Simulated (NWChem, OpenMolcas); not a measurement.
# Exact exchange and the dipole moment of SiH3I

SiH3I: 5 atoms, total charge 0, spin state singlet. SMILES: `[SiH3]I`. The shape is that of a PBE0-D4/def2-TZVP optimisation.

The dipole moment y, in D, basis def2-TZVP with a core potential; a is the functional's share of exact exchange. Programs: NWChem 7.3.0, OpenMolcas 26.06.

```
functional     program     a  y (D)
      TPSS      NWChem     0   1.07
    revPBE      NWChem     0   1.01
     B3LYP  OpenMolcas   0.2   1.13
      PBE0      NWChem  0.25      ?
     BHLYP      NWChem   0.5   1.25
```

Q: Fit y = c + s·a to the known rows and predict PBE0.

A: 
1. Means of the 4 rows: a = 0.1750, y = 1.115.
2. Σ(Δa)² = 0.1675, Σ(Δa·Δy) = 0.0705, so the slope is 0.0705/0.1675 = 0.4209.
3. Intercept: 1.115 − (0.4209) × 0.1750 = 1.041. The largest residual of the fit is 0.031.
4. PBE0: 1.041 + (0.4209) × 0.25 = 1.15 D.

The run gave 1.14 D, so the prediction is off by +0.01 D, within the largest residual. More exact exchange makes the molecule more polar here. The rows mix families of semi-local functionals, which the line can't see.

The dipole rises from 1.01-1.07 D without exact exchange to 1.25 D with BHLYP, and both B3LYP and PBE0 fall in between. Because the geometry is held fixed, this is a response of the electron density and not of a changing Si–I bond length. Iodine is more electronegative than silicon and draws charge along the σ bond, while donation from its lone pairs into Si–H antibonding orbitals returns some of it. Exact exchange probably curbs the over-delocalisation of the semi-local functionals, leaving more charge on iodine. The hydrogens are hydridic too, so their bond moments partly oppose that of Si–I, and the total dipole alone can't tell which part of the molecule changes most.

The PBE0 result supports interpolation at moderate exchange fractions, but the slope leans heavily on BHLYP, so it is less secure as a measure of sensitivity. A larger dipole is not necessarily a more accurate one; that would take a correlated wavefunction reference or a measured moment.
